\textbf{Student.} The Natanzon potentials look to me like a recipe. Someone writes down a quadratic $R(z)$ and a differential equation for $z(x)$, and a spectrum with three square roots appears. Why a quadratic, and why those roots?

\textbf{Lecturer.} Both follow from three premises. First, we solve
\begin{equation}
-\psi''(x)+V(x)\psi(x)=E\psi(x) \tag{1}
\end{equation}
with $\hbar=2m=1$ and constant mass, so energies are inverse squared lengths, and a factor $\hbar^2/2m$ restores ordinary units. Second, a smooth increasing map $z(x)$ takes the physical interval onto $0<z<1$, and after a prefactor is removed $\psi$ obeys the hypergeometric equation in $z$. Third, neither $V$ nor the map depends on $E$; only the hypergeometric parameters may. A prime means $d/dx$ on functions of $x$ and $d/dz$ on functions of $z$.

Start with the change of variable. Put $\psi=(z')^{-1/2}u(z)$. One derivative gives $\psi'=(z')^{1/2}u_z-\tfrac12 z''(z')^{-3/2}u$. In the second derivative the two terms in $u_z$ are $+\tfrac12 z''(z')^{-1/2}u_z$ and $-\tfrac12 z''(z')^{-1/2}u_z$, and they cancel. What remains is
\begin{equation}
\psi''=(z')^{3/2}u_{zz}-\tfrac12\{z,x\}\,\psi,\qquad \{z,x\}=\frac{z'''}{z'}-\frac32\left(\frac{z''}{z'}\right)^2, \tag{2}
\end{equation}
where $\{z,x\}$ is the Schwarzian derivative. If $u_{zz}+I(z)u=0$, then (1) and (2) require
\begin{equation}
E-V=(z')^2 I(z)+\tfrac12\{z,x\}. \tag{3}
\end{equation}

\textbf{Student.} The power $-1/2$ is there to kill the first derivative. But the hypergeometric equation has a first-derivative term of its own.

\textbf{Lecturer.} So we remove it. The equation is
\begin{equation}
z(1-z)F''+[C-(A+B+1)z]F'-ABF=0. \tag{4}
\end{equation}
Label it by three numbers $\alpha,\beta,\delta$, the differences of the two exponents at $z=\infty,0,1$:
\begin{equation}
A=\tfrac12(1+\beta+\delta-\alpha),\quad B=\tfrac12(1+\beta+\delta+\alpha),\quad C=1+\beta. \tag{5}
\end{equation}
With $w=z(1-z)$, equation (4) reads $F''+pF'+qF=0$, where $p=(1+\beta)/z-(1+\delta)/(1-z)$ and $q=-AB/w$. The function $u=F\exp(\tfrac12\int p\,dz)=z^{(1+\beta)/2}(1-z)^{(1+\delta)/2}F$ obeys $u''+Iu=0$ with $I=q-p'/2-p^2/4$. The $1/z^2$ terms sum to $(1+\beta)/2-(1+\beta)^2/4=(1-\beta^2)/4$, and likewise at $z=1$. The $1/w$ terms give $[2(1+\beta)(1+\delta)-4AB]/4$, and $4AB=(1+\beta+\delta)^2-\alpha^2$ turns the bracket into $1+\alpha^2-\beta^2-\delta^2$. Multiply by $4w^2$ and use $(1-z)^2=(1-z)-w$ and $z^2=z-w$:
\begin{equation}
4w^2I=(1-\beta^2)(1-z)+(1-\delta^2)z+(\alpha^2-1)\,z(1-z). \tag{6}
\end{equation}

\textbf{Student.} I still see no energy.

\textbf{Lecturer.} Differentiate (3) with respect to $E$ at fixed $x$. By the third premise $V$, $z'$ and the Schwarzian drop out, which leaves $1=(z')^2\,\partial I/\partial E$, or $\partial_E(4w^2I)=4w^2/(z')^2$. The right side does not depend on $E$. The functions $1-z$, $z$ and $z(1-z)$ are linearly independent, so the $E$-derivative of each coefficient in (6) is a constant, and each squared exponent difference is linear in $E$. Name the six constants by
\begin{equation}
\alpha^2=f+1-aE,\qquad \beta^2=h_0+1-c_0E,\qquad \delta^2=h_1+1-c_1E. \tag{7}
\end{equation}
Then (6) becomes $4w^2I=E\,R(z)-[fz(z-1)+h_0(1-z)+h_1z]$ with
\begin{equation}
R(z)=c_0(1-z)+c_1z-az(1-z)=az^2+\tau z+c_0,\qquad \tau=c_1-c_0-a. \tag{8}
\end{equation}
The condition $R=4w^2/(z')^2$ fixes the map,
\begin{equation}
z'=\frac{2z(1-z)}{\sqrt{R(z)}}, \tag{9}
\end{equation}
and (3) gives the potential,
\begin{equation}
V=\frac{fz(z-1)+h_0(1-z)+h_1z}{R}-\frac12\{z,x\}. \tag{10}
\end{equation}
That is the class Natanzon described in the 1970s. The quadratic is forced, and so is $R>0$ on $0<z<1$, because $z'$ is real and finite. By continuity $c_0=R(0)\ge0$ and $c_1=R(1)\ge0$, while $a$ may have either sign.

\textbf{Student.} Equation (10) hides a third derivative of a function I do not know.

\textbf{Lecturer.} You know $z'=g(z)=2wR^{-1/2}$, and that is enough. The chain rule gives $z''=gg'$ and $z'''=g(g'^2+gg'')$, so $\{z,x\}=gg''-\tfrac12g'^2=g^2[(g'/g)'+\tfrac12(g'/g)^2]$. Here $g'/g=w'/w-R'/2R$. With $w''=-2$ and $w'^2=1-4w$ the pure $w$ terms collapse to $-1/2w^2$; the cross term is $-w'R'/2wR$; the pure $R$ terms are $-a/R+5R'^2/8R^2$. Use $R'^2=4aR+\Delta$ with $\Delta=\tau^2-4ac_0$ and multiply by $-g^2/2=-2w^2/R$:
\begin{equation}
-\frac12\{z,x\}=\frac1R+\frac{ww'R'-3aw^2}{R^2}-\frac54\,\frac{\Delta\,w^2}{R^3}. \tag{11}
\end{equation}
So $V$ is a rational function of $z$. The implicit part is the map: $x=\int\sqrt R\,dz/2w$ is elementary, but in general it cannot be inverted in closed form, and one plots $V$ against $x$ with $z$ as parameter.

\textbf{Student.} Now the spectrum. Textbooks say that the series must terminate, which sounds like a wish.

\textbf{Lecturer.} It has to be earned at each end. Take $z\to0$, where $u\sim z^{(1\pm\beta)/2}$. The norm follows from $dx=dz/z'$:
\begin{equation}
\int\psi^2dx=\int_0^1 u^2\frac{R}{4w^2}\,dz. \tag{12}
\end{equation}
There are three cases. If $c_0>0$, then $z'\simeq2z/\sqrt{c_0}$, so $z\propto e^{2x/\sqrt{c_0}}$ and the end lies at $x=-\infty$. Equations (10) and (11) give $V\to(h_0+1)/c_0$, and $\psi\sim z^{\pm\beta/2}=e^{\pm\beta x/\sqrt{c_0}}$. The ratio $\beta/\sqrt{c_0}=\sqrt{(h_0+1)/c_0-E}$ is the ordinary decay constant. A bound state needs $\beta$ real and positive and the upper sign, since (12) behaves as $\int z^{\pm\beta-1}dz$.

If $c_0=0$ and $\tau>0$, then $R\simeq\tau z$, $z\simeq x^2/\tau$, and the end is at a finite point, which we call $x=0$. Now $\beta$ is a constant, $\psi\sim x^{1/2\pm\beta}$ and $V\simeq(\beta^2-\tfrac14)/x^2$. If $c_0=\tau=0$, then $R=az^2$, $z\simeq2x/\sqrt a$, $\psi\sim x^{(1\pm\beta)/2}$ and $V\simeq h_0/4x^2$. At a finite end I assume $h_0+1>0$, so that $\beta$ is real and positive.

\textbf{Student.} For $\beta<1$ the function $x^{1/2-\beta}$ is square integrable too. You cannot discard it on the norm.

\textbf{Lecturer.} Correct. For $\beta\ge1$, or $\beta\ge2$ in the third case, the norm decides alone. Below that a boundary condition must be added as a fourth premise, and I take the less singular solution, the upper sign, which is the Friedrichs extension. For $\beta=\tfrac12$ in the second case the two behaviours are $x^1$ and $x^0$, and the choice is the hard wall $\psi(0)=0$. Other conditions define other operators with other spectra. The end $z=1$ works the same way with $c_1,h_1,\delta$.

With $\beta,\delta>0$ the solution admissible at $z=0$ is unique up to a factor:
\begin{equation}
u=z^{(1+\beta)/2}(1-z)^{(1+\delta)/2}\,{}_2F_1(A,B;C;z). \tag{13}
\end{equation}
Suppose neither $A$ nor $B$ is zero or a negative integer. The series coefficients are $(A)_j(B)_j/[(C)_j\,j!]$, and $\Gamma(j+r)/\Gamma(j+s)\sim j^{\,r-s}$ makes them approach $\Gamma(C)j^{\,\delta-1}/[\Gamma(A)\Gamma(B)]$, because $A+B-C=\delta$. The binomial series of $(1-z)^{-\delta}$ has positive coefficients that approach $j^{\,\delta-1}/\Gamma(\delta)$, and it diverges at $z=1$. Near that point the high orders dominate both sums, so the ratio of the sums tends to the ratio of the coefficients:
\begin{equation}
{}_2F_1(A,B;C;z)\sim\frac{\Gamma(C)\Gamma(\delta)}{\Gamma(A)\Gamma(B)}(1-z)^{-\delta},\qquad z\to1. \tag{14}
\end{equation}
Then $u\sim(1-z)^{(1-\delta)/2}$, the rejected behaviour. It is absent only when the series stops. If $\alpha^2<0$, $A$ and $B$ are not real and the series cannot stop. If $\alpha\ge0$, and the sign of $\alpha$ is free because it only swaps $A$ and $B$, then $B>0$, so $A=-n$ with $n=0,1,2,\dots$ By (5) and (7),
\begin{equation}
2n+1=\sqrt{f+1-aE_n}-\sqrt{h_0+1-c_0E_n}-\sqrt{h_1+1-c_1E_n}, \tag{15}
\end{equation}
with all roots positive. The polynomial ${}_2F_1(-n,n+1+\beta+\delta;1+\beta;z)$ is proportional to the Jacobi polynomial $P_n^{(\beta,\delta)}(1-2z)$, so
\begin{equation}
\psi_n\propto R^{1/4}z^{\beta_n/2}(1-z)^{\delta_n/2}P_n^{(\beta_n,\delta_n)}(1-2z). \tag{16}
\end{equation}
It has $n$ zeros in $0<z<1$, so $n$ counts nodes. The indices $\beta_n,\delta_n$ are evaluated at $E_n$, so in general the polynomials of different levels belong to different Jacobi families; the $\psi_n$ are still orthogonal, as eigenfunctions of one self-adjoint operator.

\textbf{Student.} Equation (15) is implicit. How do I know it has one root for each $n$? For $a>0$ the first root falls with $E$ while the subtracted ones also fall.

\textbf{Lecturer.} Positivity of $R$ settles it. Let $G(E)=\alpha-\beta-\delta$, defined on the interval of $E$ where all three radicands are non-negative. Then
\begin{equation}
2\frac{dG}{dE}=\frac{c_0}{\beta}+\frac{c_1}{\delta}-\frac{a}{\alpha}. \tag{17}
\end{equation}
Dividing $R>0$ by $w$ gives $a<c_0/z+c_1/(1-z)$ for every $z$ in $(0,1)$. Choose $z=\beta/(\beta+\delta)$: then $a<(\beta+\delta)(c_0/\beta+c_1/\delta)$. Wherever $G>0$ we have $\beta+\delta<\alpha$, hence $a/\alpha<c_0/\beta+c_1/\delta$ and $dG/dE>0$. A continuous function that crosses the level $2n+1$ only upwards crosses it at most once, and the roots rise with $n$.

At the lower end of the interval $G$ lies below 1. For $a<0$ that end is $\alpha=0$, where $G\le0$. For $a\ge0$ it is $E\to-\infty$, where $G\simeq\sqrt{-E}\,(\sqrt a-\sqrt{c_0}-\sqrt{c_1})$. The lower bound of $c_0/z+c_1/(1-z)$ is $(\sqrt{c_0}+\sqrt{c_1})^2$, so the bracket is negative, except for $c_0=0$, $a=c_1$ or its mirror image, where $G$ tends to $-\beta$ or $-\delta$. So if $c_0$ or $c_1$ is positive, and $E_c$ is the lower of the continuum thresholds $(h_i+1)/c_i$, the bound states are exactly those $n$ with $2n+1<G(E_c)$, a finite set; there are none if $\alpha^2<0$ at $E_c$. If $c_0=c_1=0$ there is no threshold and the ladder never ends.

\textbf{Student.} Could I not square away the roots?

\textbf{Lecturer.} You can. The product of $2n+1\pm\alpha\pm\beta\pm\delta$ over all eight sign choices is a polynomial in $\alpha^2,\beta^2,\delta^2$, of degree four in $E$. Its top part is the square of $(\alpha^2-(\beta+\delta)^2)(\alpha^2-(\beta-\delta)^2)$, which gives the leading term $\Delta^2E^4$, since $\Delta=a^2+c_0^2+c_1^2-2ac_0-2ac_1-2c_0c_1$. At most one root of the quartic has the signs of (15). A bracketed search on $G$ is safer. For simple $R$ the map inverts: constant $R$ gives $z=\tfrac12[1+\tanh(x/\sqrt{c_0})]$ and the Rosen--Morse well, $R=c_1z$ gives $z=\tanh^2(x/\sqrt{c_1})$ and the hyperbolic P\"oschl--Teller well.

\textbf{Student.} Show me one all the way through. I care about quantum wells.

\textbf{Lecturer.} Take $R$ proportional to $z(1-z)$: $c_0=c_1=0$ and $a=-1/k^2$, so $R=w/k^2$. Equation (9) becomes $z'=2k\sqrt{z(1-z)}$, solved by $z=\sin^2kx$ on $0<x<L$ with $L=\pi/2k$. In (11), $R'=w'/k^2$ and $\Delta=1/k^4$, so the terms are $k^2[1/w+(1-4w)/w+3-5/4w]=k^2[3/4w-1]$. The first part of (10) is $k^2[-f+h_0/z+h_1/(1-z)]$, and $1/w=1/z+1/(1-z)$. With $\beta^2=h_0+1$, $\delta^2=h_1+1$, $\kappa=\beta+\tfrac12$ and $\lambda=\delta+\tfrac12$,
\begin{equation}
V=k^2\left[\frac{\kappa(\kappa-1)}{\sin^2kx}+\frac{\lambda(\lambda-1)}{\cos^2kx}-(f+1)\right], \tag{18}
\end{equation}
the trigonometric potential of P\"oschl and Teller (1933). Only $\alpha$ depends on $E$, so (15) solves at once:
\begin{equation}
E_n=k^2\left[(2n+\kappa+\lambda)^2-(f+1)\right],\qquad \psi_n\propto\sin^\kappa\! kx\,\cos^\lambda\! kx\;P_n^{(\beta,\delta)}(\cos2kx). \tag{19}
\end{equation}
The parameter $f$ only shifts the energy zero. For $\kappa=\lambda=1$ and $f=-1$ the potential vanishes and $E_n=(n+1)^2\pi^2/L^2$, the particle in a box. For $\kappa=\lambda$ and $f+1=4\kappa(\kappa-1)$, which puts the zero at the bottom, set $t=\pi x/L-\pi/2$ and restore units with an effective mass $m^*$:
\begin{equation}
V=\epsilon\,\kappa(\kappa-1)\tan^2t,\qquad E_n=\epsilon\left[(n+\kappa)^2-\kappa(\kappa-1)\right],\qquad \epsilon=\frac{\hbar^2\pi^2}{2m^*L^2}. \tag{20}
\end{equation}

\textbf{Student.} That well is finite in width and infinite in depth. A semiconductor well has a band offset and only a few levels.

\textbf{Lecturer.} Right, and the theory said so: with $c_0=c_1=0$ there is no threshold. The model describes the low levels of a well whose composition is graded so that the band edge follows (20) up to the barrier height $V_0$ and is flat beyond. Let us see how far that goes. Take electrons in a graded GaAs/(Al,Ga)As well with the typical inputs $m^*=0.067\,m_e$ and $V_0=250$ meV, roughly the offset at thirty per cent aluminium, and choose $L=20$ nm and $\kappa=\lambda=2$. The Natanzon parameters are $\beta=\delta=\tfrac32$, $h_0=h_1=\tfrac54$, $f=7$ and $a=-4L^2/\pi^2=-162.1$ nm$^2$. The unit factor is $\hbar^2/2m^*=568.65$ meV nm$^2$, so $\epsilon=14.03$ meV, $V=2\epsilon\tan^2t$, and $E_n=2\epsilon,7\epsilon,14\epsilon,23\epsilon$, that is $28.1$, $98.2$, $196.4$ and $322.7$ meV. The last lies above $V_0$ and has no counterpart as a bound state.

\textbf{Student.} And the three below? You assert that they are close.

\textbf{Lecturer.} We can compute it, because for $\kappa=2$ the solutions are elementary at any energy. Write $E=\epsilon(s^2-2)$, so that the equation is $\psi_{tt}=(2\sec^2t-s^2)\psi$. If $\phi_{tt}=-s^2\phi$, put
\begin{equation}
\psi=\phi_t+\phi\tan t,\qquad \psi_t=(\sec^2t-s^2)\phi+\phi_t\tan t. \tag{21}
\end{equation}
One more derivative gives $(2\sec^2t-s^2)(\phi_t+\phi\tan t)$, as required. The choice $\phi=\sin st$ yields even states and $\phi=\cos st$ odd ones. Cut the potential at $V_0$ and keep the mass constant. With $v=V_0/\epsilon=17.82$ the cut lies at $\tan t_0=\sqrt{v/2}=2.985$, $t_0=1.248$, so the graded region is $2t_0L/\pi=15.9$ nm wide. Outside, $\psi\propto e^{-Q|t|}$ with $Q=\sqrt{v+2-s^2}$, and matching $\psi_t=-Q\psi$ at $t_0$ gives
\begin{equation}
(\sec^2t_0-s^2+Q\tan t_0)\,\phi(t_0)+(\tan t_0+Q)\,\phi_t(t_0)=0. \tag{22}
\end{equation}
The roots are $s=1.99$, $2.95$ and $3.85$ in place of $2$, $3$ and $4$. All shifts are downward, as the min-max principle demands: the model functions, extended by zero, are trial functions for a potential that is nowhere higher. There is no fourth level. At threshold, $s=\sqrt{v+2}=4.45$, the odd solution vanishes where $\tan st=\tan t/s$, which happens once for $t>0$ before $st_0=5.55$, and $\psi_t/\psi=+0.28$ at $t_0$, so its straight continuation has no further node. By the oscillation theorem one node at $t>0$ means one odd bound state, and parities alternate, so the cut well binds three.

\textbf{Student.} Constant mass and a parabolic band are also idealisations.

\textbf{Lecturer.} They are, and their effects rival that of the cut, so we estimate both to first order in the model states. From (21) at $s=2,3,4$ these are
\begin{equation}
\psi_0\propto1+\cos2t,\quad \psi_1\propto\sin t+\sin3t,\quad \psi_2\propto3\cos4t+2\cos2t-1. \tag{23}
\end{equation}
For the band shape take $E(1+\eta E)=\hbar^2K^2/2m^*$ at wave number $K$, with the approximate value $\eta=0.6$ eV$^{-1}$. To first order this adds $-\eta T^2$ to the kinetic operator $T=-\epsilon\,d^2/dt^2$. The Fourier terms in (23) are orthogonal on $|t|<\pi/2$, which gives $\langle T^2\rangle=\epsilon^2\int\psi_{tt}^2dt/\int\psi^2dt=\tfrac{16}{3}\epsilon^2$, $41\epsilon^2$ and $\tfrac{2368}{15}\epsilon^2$. For the mass, let it rise in proportion to the band edge up to the typical barrier value $m_b=0.092\,m_e$, so $m(t)=m^*+(m_b-m^*)\min(\tan^2t/\tan^2t_0,1)$, and use the BenDaniel--Duke kinetic energy $-\tfrac{\hbar^2}{2}\partial_x m^{-1}\partial_x$. After an integration by parts the shift is $-\epsilon\int\psi_t^2\,(1-m^*/m)\,dt/\int\psi^2dt$. In meV:

\begin{center}
\begin{tabular}{cccccc}
$n$ & model $E_n$ & cut well & shift: cut & shift: mass & shift: band\\
0 & 28.1 & 27.4 & $-0.6$ & $-1$ & $-0.6$\\
1 & 98.2 & 94.1 & $-4.1$ & $-4$ & $-5$\\
2 & 196.4 & 179.7 & $-16.7$ & $-9$ & $-19$
\end{tabular}
\end{center}

The first three columns of energies are properties of two exactly solved models. The last two are rough, and the three shifts add only roughly, to 9 per cent of $E_0$ and 22 per cent of $E_2$. For a real GaAs well with this profile the model levels therefore lie too high, by about ten per cent at the bottom and by tens of per cent near the barrier top, though not by a large factor.

\textbf{Student.} Then what can I rely on?

\textbf{Lecturer.} Equations (9), (10), (15) and (16) are exact for equation (1) under these conditions. The mass is constant and the six parameters are real and independent of $E$. $R$ is positive on $0<z<1$; a zero inside would make $z'$ infinite and $V$ singular there. At an infinite end the energy lies strictly below $(h_i+1)/c_i$, since a root with $\beta=0$ or $\delta=0$ is not normalisable there, and (15) says nothing about the continuum above. At a finite end $h_i+1>0$, and where both local solutions are square integrable the less singular one is meant. All roots in (15) are positive. In a radial problem the whole $1/x^2$ singularity, centrifugal term included, sits inside $V$, so one parameter set solves one partial wave. As a picture of a well with a band offset, the trigonometric member holds for levels far below $V_0$, its level count is wrong, and its neglect of the barrier, the mass grading and the band curvature pushes every level in the same direction, upward.